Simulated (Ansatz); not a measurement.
A series in volume per atom on BiO3

All results are calculated (Ansatz 0.2.0 development build). Equation of state of a cubic crystal from periodic Kohn-Sham density functional theory without spin; pressure corrected for the finite basis.

Cell of the first row (space group Pm-3m, No. 221):
```
cell vectors (Å)
   4.1145     0.0000     0.0000
   0.0000     4.1145     0.0000
   0.0000     0.0000     4.1145
atoms (fractions of the cell vectors)
Bi  0.00000  0.00000  0.00000
O   0.50000  0.00000  0.00000
O   0.00000  0.50000  0.00000
O   0.00000  0.00000  0.50000
```

Settings of every row: formula BiO3; structure type ReO3; functional PBE; spin treatment none; k mesh 26x26x26; occupation method fermi-dirac; occupation width 0.061225619 eV; wave cutoff 420 eV; datasets soft-1 PAW; density cutoff ratio 4.

Limits: a cubic model structure, not a phase known at ambient conditions; no spin polarisation, a magnetic state may lie lower; no spin-orbit coupling with 6p elements.

```
row  volume per atom (Å³)  energy above lowest point (meV/atom)  pressure (GPa)
  1                17.414                                  18.4           5.796
  2                17.784                                  7.61           3.574
  3                18.155                                  1.67           1.606
  4                18.525                                     0          -0.128
  5                18.896                                  2.09          -1.651
  6                19.266                                     ?               ?
  7                19.637                                 15.83          -4.186
```

Question: what energy above lowest point and pressure should row 6 give?

Worked fit of energy above lowest point. Take u = (V_r/V)^(2/3) − 1 with V_r = 18.34 Å³ an atom, which is twice the finite (Eulerian) strain; such expansions in the strain, on which the Birch-Murnaghan equation of state is built, carry the rest volume and the bulk modulus. The shown rows have u = 0.03514, 0.02074, 0.00678, -0.00667, -0.01971, -0.04453. Least squares give energy above lowest point = 0.331 + 122.32 × u + 10890.9 × u² + 7370 × u³ meV/atom; a parabola predicts inner rows, each left out in turn, worse (root mean square 0.15 against 0.013 meV/atom). The rows lie off it by 0.00, -0.01, 0.01, 0.00, 0.00, 0.00. Its lowest point lies at u = -0.0056, or V = 18.5 Å³ an atom, and the curvature there gives the bulk modulus at fixed shape and fractions, B = (4/9)(1 + u)² E″(u)/V = 82 GPa. The withheld row has u = -0.0323, so the fit gives 0.331 + 122.32 × (-0.0323) + 10890.9 × (-0.0323)² + 7370 × (-0.0323)³ = 7.49 meV/atom.

The calculation gave 7.49 meV/atom. The fit meets it to the printed digit.

Worked fit of pressure. Take u = (V_r/V)^(2/3) − 1 with V_r = 18.34 Å³ an atom, which is twice the finite (Eulerian) strain; such expansions in the strain, on which the Birch-Murnaghan equation of state is built, carry the rest volume and the bulk modulus. The shown rows have u = 0.03514, 0.02074, 0.00678, -0.00667, -0.01971, -0.04453. Least squares give pressure = 0.7133 + 128.532 × u + 439.86 × u² + 539 × u³ GPa; a parabola predicts inner rows, each left out in turn, worse (root mean square 0.011 against 0.0048 GPa). The rows lie off it by 0.000, 0.001, 0.001, -0.003, 0.002, 0.000. The pressure vanishes at u = -0.0057, or V = 18.5 Å³ an atom, and there the bulk modulus at fixed shape and fractions is B = −V dP/dV = (2/3)(1 + u) dP/du = 81.9 GPa. The withheld row has u = -0.0323, so the fit gives 0.7133 + 128.532 × (-0.0323) + 439.86 × (-0.0323)² + 539 × (-0.0323)³ = -2.998 GPa.

The calculation gave -2.997 GPa. The fit lies 0.001 GPa (0.01 % of the column's range) below it, one unit of the last digit.
